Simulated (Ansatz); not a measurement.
# A family of molecules: the atomisation energy (no zero-point term)

Gas-phase molecules, one atom swapped for its congeners: C6H3B `C#CB(C#C)C#C`; C6H3Al `C#[C][Al]([C]#C)[C]#C`; C6H3Ga `C#[C][Ga]([C]#C)[C]#C`; C6H3In `C#[C][In]([C]#C)[C]#C`. All are singlets with charge 0.

Shapes, held fixed at every level: PBE0-D4/def2-TZVP. Programs: Ansatz 0.2.0. Values in eV.

| level | C6H3B | C6H3Al | C6H3Ga | C6H3In |
| --- | --- | --- | --- | --- |
| HF/def2-SVP | 38.54 | 36.13 | 34.67 | 33.12 |
| PBE-D4/def2-TZVPP | 53.98 | 50.75 | 49.37 | 47.92 |
| BHLYP-D4/def2-TZVPP | 49.73 | 47.03 | 45.52 | 44.10 |
| r2SCAN0-D4/def2-TZVPP | 50.83 | 48.06 | 46.65 | 45.17 |
| wB97X-V/def2-TZVPP | 51.33 | 48.75 | 47.38 | 46.08 |
| CCSD(T)/def2-TZVPP | 50.12 | 47.67 | 46.54 | 45.15 |

At CCSD(T)/def2-TZVPP the atomisation energy falls at every step, from 50.12 to 45.15 eV. Every level shows the same order. For atoms past krypton def2 sets carry core potentials with scalar relativity. Relativity is left out for Ga. Outer-core shells of Ga, In are correlated, in sets that cover them unevenly. Spin-orbit coupling, which grows down the group, is left out (summed over each molecule's free atoms 0.02, 0.03, 0.09, 0.20 eV). Coupled cluster in double- or triple-zeta sets underbinds by a few per cent against its basis-set limit.

Replacing boron with its heavier congeners weakens the binding of the molecule as a whole, and the largest single loss, at every level, comes between boron and aluminium. Since the ethynyl groups are common to the series, the fall probably reflects mainly the element–carbon bonds. Boron's compact 2s and 2p orbitals overlap well with carbon, and its empty p orbital can accept some alkynyl π density. The more diffuse valence orbitals of the heavier elements do both less effectively, and the greater polarity of the Al–C bond doesn't make up for this. From gallium onwards, poorly shielded, tightly held valence s electrons also make the trivalent state more costly to reach from the free atom, the root of the inert-pair effect.

PBE gives the largest value for every molecule, probably through the familiar overbinding of multiple bonds by semilocal functionals. These totals don't measure resistance to association, which matters for the heavier members because their electron-poor centres can accept alkynyl bridges.
